\section*{Solution key: density-matrix perturbation theory and Li$^+$ in a uniform field}

\subsection*{Premises and conventions}

(P1) The system is closed-shell, with $N=2n$ electrons in $n$ doubly occupied spatial orbitals $\phi_i=\sum_p\chi_p c_{pi}$. The basis $\{\chi_p\}$ is finite, orthonormal and independent of the perturbation. Nuclei are clamped.

(P2) The density matrix is normalised per spin, $D_{pq}=\sum_i c_{pi}c_{qi}^*$. Orthonormal orbitals make it a projector: $D^\dagger=D$, $D^2=D$, $\mathrm{Tr}\,D=n$.

(P3) With $(pq|rs)=\iint\chi_p^*(1)\chi_q(1)\,(k/r_{12})\,\chi_r^*(2)\chi_s(2)$ and $k=e^2/4\pi\varepsilon_0$, the energy is
\begin{equation}
E=2\,\mathrm{Tr}\,hD+\mathrm{Tr}\,DG(D),\qquad
G(D)_{pq}=\sum_{rs}\left[2(pq|rs)-(ps|rq)\right]D_{sr}. \tag{1}
\end{equation}
$G$ is linear, and $(pq|rs)=(rs|pq)$ gives $\mathrm{Tr}\,AG(B)=\mathrm{Tr}\,BG(A)$. The Fock matrix is $F=h+G(D)$.

(P4) The perturbation is static and linear, $h=h^{(0)}+\lambda h^{(1)}$, and $D=\sum_m\lambda^mD^{(m)}$. Part (g) states when this series exists.

(P5) Matrices are written in the canonical orbitals of the unperturbed problem, $F^{(0)}_{pq}=\varepsilon_p\delta_{pq}$. Indices $i,j$ are occupied (o), $a,b$ are virtual (v), and $\varepsilon_a>\varepsilon_i$ for all $a,i$. In this basis $P\equiv D^{(0)}$ is the unit matrix in the oo block and zero elsewhere.

\subsection*{(a) Show that a stationary energy requires $[F,D]=0$}

Every projector of rank $n$ near $D$ has the form $e^{\kappa}De^{-\kappa}$ with $\kappa^\dagger=-\kappa$, so to first order $\delta D=[\kappa,D]$. By the symmetry of $G$ the two ways of varying $\mathrm{Tr}\,DG(D)$ give equal terms, and with cyclic invariance of the trace
\begin{equation}
\delta E=2\,\mathrm{Tr}\,F\,\delta D=2\,\mathrm{Tr}\,\kappa[D,F]. \tag{2}
\end{equation}
The commutator $C=[D,F]$ of two Hermitian matrices is anti-Hermitian, so $\kappa\propto C$ is an allowed choice. It gives $\mathrm{Tr}\,C^2=-\mathrm{Tr}\,C^\dagger C$, which vanishes only for $C=0$. The problem at each $\lambda$ is therefore
\begin{equation}
D^2=D,\qquad [F,D]=0,\qquad F=h^{(0)}+\lambda h^{(1)}+G(D). \tag{3}
\end{equation}
Linearity of $G$ gives $F^{(1)}=h^{(1)}+G(D^{(1)})$ and $F^{(m)}=G(D^{(m)})$ for $m\ge2$. Solving Eq.~(3) order by order without reference to individual perturbed orbitals is the approach of McWeeny (1962).

\subsection*{(b) Determine what idempotency fixes at each order}

The coefficient of $\lambda^m$ in $D^2=D$, with the two terms that contain $D^{(0)}=P$ separated out, is
\begin{equation}
PD^{(m)}+D^{(m)}P+S_m=D^{(m)},\qquad S_m=\sum_{l=1}^{m-1}D^{(l)}D^{(m-l)}. \tag{4}
\end{equation}
Multiplication by $P$ from the left keeps the o rows, and from the right keeps the o columns. Hence $PA+AP$ equals $2A_{oo}$ in the oo block, $A_{ov}$ and $A_{vo}$ in the mixed blocks, and zero in the vv block. The blocks of Eq.~(4) are
\begin{equation}
D^{(m)}_{oo}=-(S_m)_{oo},\qquad D^{(m)}_{vv}=+(S_m)_{vv},\qquad (S_m)_{vo}=0. \tag{5}
\end{equation}
In the mixed block $D^{(m)}_{vo}$ cancels between the two sides. Idempotency therefore fixes the diagonal blocks from lower orders and leaves the mixed blocks open.

\emph{First order.} $S_1$ is an empty sum, so $D^{(1)}_{oo}=D^{(1)}_{vv}=0$. With $X\equiv D^{(1)}_{vo}$ and Hermiticity, in the order (o, v),
\begin{equation}
D^{(1)}=\begin{pmatrix}0&X^\dagger\\ X&0\end{pmatrix},\qquad
\left(D^{(1)}\right)^2=\begin{pmatrix}X^\dagger X&0\\ 0&XX^\dagger\end{pmatrix}. \tag{6}
\end{equation}

\emph{Second order.} $S_2=(D^{(1)})^2$ has no mixed block, so the third condition of Eq.~(5) holds, and with $Y\equiv D^{(2)}_{vo}$ still open
\begin{equation}
D^{(2)}_{oo}=-\left(D^{(1)}D^{(1)}\right)_{oo}=-X^\dagger X,\qquad
D^{(2)}_{vv}=+\left(D^{(1)}D^{(1)}\right)_{vv}=XX^\dagger. \tag{7}
\end{equation}
The oo block is negative semidefinite and the vv block positive semidefinite: population leaves the unperturbed occupied space first at second order.

\emph{Third order.} With $S_3=D^{(1)}D^{(2)}+D^{(2)}D^{(1)}$ the mixed block is $X(-X^\dagger X)+(XX^\dagger)X=0$, as Eq.~(5) demands, while $D^{(3)}_{oo}=-(X^\dagger Y+Y^\dagger X)$ and $D^{(3)}_{vv}=XY^\dagger+YX^\dagger$.

\subsection*{(c) Show that every correction is traceless}

At first order the diagonal blocks vanish. At second order $\mathrm{Tr}\,D^{(2)}=-\mathrm{Tr}\,X^\dagger X+\mathrm{Tr}\,XX^\dagger=0$, since both traces equal $\sum_{ai}|X_{ai}|^2$. For all orders define $\Delta=D-P$ and $T=1-D-P$. Using only $D^2=D$ and $P^2=P$,
\begin{equation}
\Delta^2=D+P-DP-PD,\qquad T^2=1-D-P+DP+PD, \tag{8}
\end{equation}
\begin{equation}
\Delta T=PD-DP=-T\Delta. \tag{9}
\end{equation}
Thus $T^2=1-\Delta^2$, and $T$ anticommutes with every odd power of $\Delta$. For odd $q$, cyclic invariance gives $\mathrm{Tr}\,\Delta^qT^2=\mathrm{Tr}\,T\Delta^qT$, and anticommutation turns the right side into $-\mathrm{Tr}\,\Delta^qT^2$. The trace is therefore zero, and inserting $T^2=1-\Delta^2$,
\begin{equation}
\mathrm{Tr}\,\Delta=\mathrm{Tr}\,\Delta^3=\mathrm{Tr}\,\Delta^5=\cdots \tag{10}
\end{equation}
Since $\Delta$ starts at order $\lambda$, $\mathrm{Tr}\,\Delta^q$ starts at order $\lambda^q$ or higher. As $q$ is arbitrary, every coefficient of $\mathrm{Tr}\,\Delta$ vanishes: $\mathrm{Tr}\,D^{(m)}=0$ for all $m\ge1$. The electron number is conserved order by order, whatever the mixed blocks are.

\subsection*{(d) Obtain $D^{(1)}$ from the commutator}

The first-order part of $[F,D]=0$ is $[F^{(0)},D^{(1)}]+[F^{(1)},P]=0$. By (P5), $[F^{(0)},A]_{pq}=(\varepsilon_p-\varepsilon_q)A_{pq}$. Further $[A,P]_{pq}=A_{pq}(n_q-n_p)$, where $n_p$ is 1 for occupied and 0 for virtual orbitals. The oo and vv blocks read $0=0$. The vo block gives $(\varepsilon_a-\varepsilon_i)X_{ai}+F^{(1)}_{ai}=0$, so
\begin{equation}
D^{(1)}_{ai}=-\frac{F^{(1)}_{ai}}{\varepsilon_a-\varepsilon_i},\qquad
F^{(1)}=h^{(1)}+G\left(D^{(1)}\right). \tag{11}
\end{equation}
The ov block is the Hermitian conjugate. Only occupied--virtual gaps appear, so degeneracies within either space are harmless. In non-canonical orbitals that span the same two spaces the equation reads $F^{(0)}_{vv}X-XF^{(0)}_{oo}=-F^{(1)}_{vo}$.

Equation (11) is implicit. In Eq.~(1) the pair $(s,r)$ runs over $(b,j)$ and $(j,b)$:
\begin{equation}
G(D^{(1)})_{ai}=\sum_{bj}\left[2(ai|jb)-(ab|ji)\right]X_{bj}+\sum_{bj}\left[2(ai|bj)-(aj|bi)\right]X_{bj}^*. \tag{12}
\end{equation}
For real orbitals and a real $h^{(1)}$, as for an electric field, $X$ is real and Eq.~(11) becomes the coupled linear system
\begin{equation}
\sum_{bj}M_{ai,bj}X_{bj}=-h^{(1)}_{ai},\qquad
M_{ai,bj}=(\varepsilon_a-\varepsilon_i)\delta_{ab}\delta_{ij}+4(ai|bj)-(ab|ij)-(aj|bi). \tag{13}
\end{equation}
The uncoupled approximation drops $G(D^{(1)})$, which leaves $X_{ai}=-h^{(1)}_{ai}/(\varepsilon_a-\varepsilon_i)$. It is exact for a fixed one-electron Hamiltonian. In Hartree--Fock theory it omits a term of the same order in $\lambda$ as the one it keeps.

\subsection*{(e) Complete the second order}

The $\lambda^2$ part is $[F^{(0)},D^{(2)}]+[F^{(1)},D^{(1)}]+[F^{(2)},P]=0$. Because $D^{(1)}$ has only mixed blocks, $[F^{(1)},D^{(1)}]_{vo}=F^{(1)}_{vv}X-XF^{(1)}_{oo}$, and the vo block gives
\begin{equation}
(\varepsilon_a-\varepsilon_i)Y_{ai}+G\left(D^{(2)}\right)_{ai}=-\left(F^{(1)}_{vv}X-XF^{(1)}_{oo}\right)_{ai}. \tag{14}
\end{equation}
$G(D^{(2)})$ splits into a part from the known blocks of Eq.~(7) and a part from $Y$, so $Y$ obeys Eq.~(13) with the same $M$ and a new right-hand side.

The oo block must hold identically, since Eq.~(7) has fixed its unknown. With $F^{(1)}_{vo}=XF^{(0)}_{oo}-F^{(0)}_{vv}X$ and its conjugate $F^{(1)}_{ov}=F^{(0)}_{oo}X^\dagger-X^\dagger F^{(0)}_{vv}$,
\begin{equation}
[F^{(1)},D^{(1)}]_{oo}=F^{(1)}_{ov}X-X^\dagger F^{(1)}_{vo}=[F^{(0)}_{oo},X^\dagger X], \tag{15}
\end{equation}
because the two terms $X^\dagger F^{(0)}_{vv}X$ cancel. This is the negative of $[F^{(0)},D^{(2)}]_{oo}=-[F^{(0)}_{oo},X^\dagger X]$, and $[F^{(2)},P]_{oo}=0$. In the vv block the same substitution gives $[F^{(1)},D^{(1)}]_{vv}=-[F^{(0)}_{vv},XX^\dagger]$, which cancels $[F^{(0)},D^{(2)}]_{vv}$. The two conditions of Eq.~(3) are consistent.

\subsection*{(f) Second-order energy and polarisability}

The $\lambda^2$ terms of Eq.~(1), collected with the symmetry of $G$, are
\begin{equation}
E^{(2)}=2\,\mathrm{Tr}\,h^{(1)}D^{(1)}+2\,\mathrm{Tr}\,F^{(0)}D^{(2)}+\mathrm{Tr}\,D^{(1)}G(D^{(1)}). \tag{16}
\end{equation}
$F^{(0)}$ is diagonal, so $Y$ drops out, and Eq.~(7) gives $\mathrm{Tr}\,F^{(0)}D^{(2)}=\sum_{ai}(\varepsilon_a-\varepsilon_i)|X_{ai}|^2$. For real $X$ the first and third traces are each twice their vo sum. Therefore
\begin{equation}
E^{(2)}[X]=4\sum_{ai}h^{(1)}_{ai}X_{ai}+2\sum_{ai,bj}X_{ai}M_{ai,bj}X_{bj}. \tag{17}
\end{equation}
$M$ is symmetric, so the stationary point of this quadratic form is Eq.~(13). There $E^{(2)}=2\sum_{ai}h^{(1)}_{ai}X_{ai}=\mathrm{Tr}\,h^{(1)}D^{(1)}$. If $M$ is positive definite the stationary point is a minimum. Adding virtual functions that leave $P$ unchanged can then only lower $E^{(2)}$.

For a field $\mathcal E$ along $z$ an electron of charge $-e$ has $\lambda h^{(1)}=+e\mathcal Ez$. With $E-E^{(0)}-\lambda E^{(1)}=-\tfrac12\alpha\mathcal E^2+\cdots$,
\begin{equation}
\alpha=4e^2\sum_{ai,bj}z_{ai}\left(M^{-1}\right)_{ai,bj}z_{bj}. \tag{18}
\end{equation}
The induced dipole $-2e\,\mathrm{Tr}\,z\,\lambda D^{(1)}$ equals $\alpha\mathcal E$, in accord with Eq.~(18). An ion has an origin-dependent total dipole. A shift $z\to z-z_0$, however, adds a multiple of the unit matrix to $h^{(1)}$, which commutes with $D$ and leaves the solution of Eq.~(3) unchanged, and it changes the induced dipole by $2ez_0\sum_m\lambda^m\mathrm{Tr}\,D^{(m)}=0$. Part (c) thus makes the induced dipole origin-independent at every order.

\subsection*{(g) Range of validity}

\emph{Existence of the series.} In a finite basis the vo block of $[F,D]$ is an analytic function of $\lambda$ and of the real rotation parameters $\kappa_{ai}$, and its Jacobian at $\lambda=0$ is $M$. If $M$ is non-singular the implicit function theorem gives a unique analytic solution near $\lambda=0$. $M$ becomes singular where the closed-shell solution loses stability against real spin-restricted rotations. The explicit form (11) also needs a non-zero gap. The expansion parameter is the norm of $\lambda X$, which must be small compared with 1.

\emph{Uniform fields.} In the complete space the potential $e\mathcal Ez$ is unbounded below and the bound state becomes a resonance that decays by tunnelling. The series in $\mathcal E$ is then asymptotic, and useful for fields well below the one that suppresses the barrier.

\emph{Fixed basis.} If the basis moves with the perturbation, $D^2=D$ becomes $DSD=D$ with overlap $S=1+\lambda S^{(1)}+\cdots$. The first-order condition $PD^{(1)}+D^{(1)}P+PS^{(1)}P=D^{(1)}$ gives $D^{(1)}_{oo}=-S^{(1)}_{oo}$. The conserved quantity is then $\mathrm{Tr}\,DS$, and $D^{(1)}$ is not traceless in general.

\emph{Integer occupations.} Idempotency fails for thermal and for correlated density matrices. At 300 K, $k_BT=0.0259$ eV, negligible beside the gap found in part (h).

\emph{Other perturbations.} An imaginary $h^{(1)}$, as for a magnetic field, requires Eq.~(12) with $X^*=-X$, which removes the Coulomb terms. Time-dependent fields replace $[F,D]=0$ by $i\hbar\,\dot D=[F,D]$.

\subsection*{(h) Illustration: Li$^+$ in a two-function basis}

\emph{Model.} Take $Z=3$, $n=1$, the origin at the nucleus, and the functions $s=P_sY_{00}/r$ and $p=P_pY_{10}/r$ with
\begin{equation}
P_s=2\zeta^{3/2}re^{-\zeta r},\qquad P_p=\tfrac{2}{\sqrt3}\,\eta^{5/2}r^2e^{-\eta r},\qquad \sigma=\zeta+\eta. \tag{19}
\end{equation}
Both are normalised, and they have opposite parity. They are therefore orthogonal, $F^{(0)}$ is diagonal, and $s$ and $p$ are the canonical orbitals of the model. The constants are $a_0=0.5292$ \AA, $E_h=27.211$ eV, $k=E_ha_0=14.400$ eV\,\AA{} and $\hbar^2/m=E_ha_0^2$.

\emph{One-electron integrals.} The radial integrals $\int_0^\infty r^le^{-\beta r}dr=l!/\beta^{l+1}$ and the angular factor $\langle Y_{00}|\cos\theta|Y_{10}\rangle=1/\sqrt3$ give
\begin{equation}
h_{ss}=\frac{\hbar^2\zeta^2}{2m}-Zk\zeta,\qquad h_{pp}=\frac{\hbar^2\eta^2}{2m}-\frac{Zk\eta}{2},\qquad
\mu=\langle s|z|p\rangle=\frac{32\,\zeta^{3/2}\eta^{5/2}}{\sigma^5}. \tag{20}
\end{equation}

\emph{Two-electron integrals.} The $s$ density produces the potential $k[1/r-e^{-2\zeta r}(\zeta+1/r)]$. Averaged over $P_s^2$ it gives $J_{ss}=(ss|ss)=\tfrac58k\zeta$, and over $P_p^2$
\begin{equation}
J=(ss|pp)=k\left[\frac{\eta}{2}-\frac{\eta^5\zeta}{\sigma^5}-\frac{\eta^5}{2\sigma^4}\right]. \tag{21}
\end{equation}
The overlap density $sp$ is a pure dipole, so only the $l=1$ term of the multipole expansion of $1/r_{12}$ survives, with angular weight $1/3$. With $P_sP_p=(4/\sqrt3)\zeta^{3/2}\eta^{5/2}r^3e^{-\sigma r}$ and a factor 2 for the two orderings of the radii,
\begin{equation}
K=(sp|sp)=\frac{32k}{9}\zeta^3\eta^5\int_0^\infty t^4e^{-2\sigma t}\left(\frac{t}{\sigma}+\frac{1}{\sigma^2}\right)dt=\frac{28k\,\zeta^3\eta^5}{3\sigma^7}. \tag{22}
\end{equation}
Here the outer integral $\int_t^\infty re^{-\sigma r}dr=e^{-\sigma t}(t/\sigma+1/\sigma^2)$ was done first. Since $|Y_{10}|^2=[1+2P_2(\cos\theta)]/4\pi$, with $P_2$ the Legendre polynomial, the density $pp$ has $l=0$ and $l=2$ parts with weights $1$ and $4/25$. The radial integrals, done in the same way, are $\tfrac{93}{256}k\eta$ and $\tfrac{45}{256}k\eta$, so $J_{pp}=(pp|pp)=\tfrac{501}{1280}k\eta$.

\emph{Exponents.} The energy $2h_{ss}+J_{ss}$ is minimal at $\zeta=(Z-\tfrac5{16})/a_0=2.6875/a_0=5.079$ \AA$^{-1}$. By part (f) the best $\eta$ is the one that maximises the coupled $\alpha$. The choice $\eta=2/a_0=3.779$ \AA$^{-1}$ lies close to that maximum, as shown below. All results are computed from unrounded integrals.

\begin{center}
\begin{tabular}{lr|lr}
$h_{ss}$ & $-121.12$ eV & $\varepsilon_s=h_{ss}+J_{ss}$ & $-75.42$ eV\\
$h_{pp}$ & $-27.21$ eV & $\varepsilon_p=h_{pp}+2J-K$ & $20.17$ eV\\
$J_{ss}$ & $45.71$ eV & $\Delta\varepsilon=\varepsilon_p-\varepsilon_s$ & $95.58$ eV\\
$J$ & $25.28$ eV & $3K-J$ & $-15.76$ eV\\
$K$ & $3.17$ eV & $M=\Delta\varepsilon+3K-J$ & $79.82$ eV\\
$J_{pp}$ & $21.30$ eV & $\mu$ & $0.18648$ \AA
\end{tabular}
\end{center}

\emph{First order.} With one pair $ai=ps$, Eq.~(13) has the single element $M=\Delta\varepsilon+4K-J-K$, which is positive. The term $-J$ corrects for the fact that the virtual orbital energy contains repulsion by two electrons, whereas the polarised electron is repelled by one. With $w=e\mathcal E\mu$ and the field absorbed into the corrections, $x_1\equiv D^{(1)}_{ps}=-w/M$. Equation (18) gives the polarisability volume
\begin{equation}
\alpha'=\frac{\alpha}{4\pi\varepsilon_0}=\frac{4k\mu^2}{M}=0.02509\ \text{\AA}^3. \tag{23}
\end{equation}
The uncoupled value, with $\Delta\varepsilon$ in place of $M$, is $0.02096$ \AA$^3$. Coupling multiplies the response by $\Delta\varepsilon/M=1.197$. Iterating Eq.~(11) from the uncoupled start sums a geometric series of ratio $(J-3K)/\Delta\varepsilon=0.165$.

At $\mathcal E=10$ V/\AA, a field chosen large enough to make the higher orders visible, $w=1.8648$ eV and
\begin{equation}
x_1=-0.023362,\qquad D^{(2)}_{pp}=-D^{(2)}_{ss}=x_1^2=5.458\times10^{-4}. \tag{24}
\end{equation}
The uncoupled element is $-0.019510$. The negative sign moves electron density towards $-z$. The induced dipole is $-4e\mu x_1=0.01743$ $e$\,\AA{} and the second-order energy is $2wx_1=-0.0871$ eV. In Eq.~(14) parity gives $F^{(1)}_{ss}=F^{(1)}_{pp}=0$, and the even density of Eq.~(7) has no $ps$ element of $G$, so $Y=0$ in this basis.

\emph{Idempotency of truncated sums.} For $A=P+D^{(1)}$, $A^2-A=x_1^2\,\mathbf 1$. For $A=P+D^{(1)}+D^{(2)}$ the trace is 1 and the determinant is $(1-x_1^2)x_1^2-x_1^2=-x_1^4$, so the Cayley--Hamilton theorem gives $A^2-A=x_1^4\,\mathbf 1$ with $x_1^4=2.98\times10^{-7}$.

\emph{Finite-field solution of the model.} A real orbital $s\cos\vartheta+p\sin\vartheta$ has $D_{ps}=x=\sin\vartheta\cos\vartheta$, $D_{pp}=y=\sin^2\vartheta$ and $D_{ss}=1-y$, so $x^2=y(1-y)$. Equation (1) gives $F_{ps}=w+(3K-J)x$ and $F_{pp}-F_{ss}=\Delta\varepsilon+By$ with $B=J_{ss}+J_{pp}-4J+2K=-27.75$ eV. The $ps$ element of $[F,D]$ is $(F_{pp}-F_{ss})x+F_{ps}(1-2y)$. Setting it to zero, dividing by $1-2y$ and using $(\Delta\varepsilon+By)/(1-2y)=\Delta\varepsilon+(B+2\Delta\varepsilon)y/(1-2y)$,
\begin{equation}
w=-x\left[M+\frac{Wy}{1-2y}\right],\qquad W=B+2\Delta\varepsilon=163.42\ \text{eV}. \tag{25}
\end{equation}
Inserting the definitions shows $W=(2h_{pp}+J_{pp})-(2h_{ss}+J_{ss})$, the energy of the configuration $p^2$ above $s^2$. Expansion with $y=x^2+\cdots$ recovers $x_1$ and Eq.~(7), and gives the third order $x_3=-(W/M)x_1^3$ with $W/M=2.047$. At 10 V/\AA, $x_3=+2.61\times10^{-5}$ and $x_1+x_3=-0.023336$. The numerical root of Eq.~(25) is $x=-0.023336$, $y=5.448\times10^{-4}$. The first-order element departs from the finite-field solution of the model by $0.11\%$, and the estimate $(W/M)x_1^2$ reaches $1\%$ at 30 V/\AA.

\emph{What the digits mean.} They are properties of the two-function model and do not give the polarisability of the ion to that precision.

(i) The $p$ exponent matters as much as the coupling. For $\eta=1.9/a_0$ and $2.1/a_0$, $\alpha'=0.0250$ and $0.0249$ \AA$^3$, which brackets the maximum. For $\eta=\zeta$ the formulas reduce to $\mu=1/\zeta$, $J=\tfrac7{16}k\zeta$, $K=\tfrac7{96}k\zeta$ and $M=k\zeta(Z/2-\tfrac1{24})$, and $\alpha'=0.0209$ \AA$^3$. This is $17\%$ below Eq.~(23), to be set against the $20\%$ increase from coupling.

(ii) A single exponent misrepresents the tail of the occupied orbital. In a complete basis that tail decays with exponent $\sqrt{-2m\varepsilon_s}/\hbar$, which for the model $\varepsilon_s$ is $4.449$ \AA$^{-1}$, $12\%$ below $\zeta$. For $\eta=\zeta$, $\alpha'\propto\zeta^{-3}$, and replacing $\zeta$ by the tail exponent everywhere would raise $\alpha'$ by a factor $1.5$. The replacement overstates the effect because it also expands the inner region, but it shows that the basis-set truncation can amount to tens of per cent.

(iii) After scaling lengths by $1/Z$ the repulsion is a perturbation of strength $1/Z$ on a single determinant, at each order in the field. The Hartree--Fock energy contains the first-order term in full, so in a complete basis correlation changes $\alpha$ first at relative order $Z^{-2}$, nominally $1/9$ with a coefficient not computed here, while the coupling correction is of order $Z^{-1}$.

(iv) Virtual $s$ and $d$ functions make $Y$ non-zero and contribute to $D^{(3)}$ at the same order as $x_3$, so the third-order term of the model is not that of the ion. For the outgoing electron the potential along the field axis is $-2k/r-e\mathcal Er$, with maximum $-2\sqrt{2ke\mathcal E}$. This falls to $\varepsilon_s$ at $e\mathcal E=\varepsilon_s^2/8k$, that is at 49 V/\AA, and the expansion describes the ion only well below that field.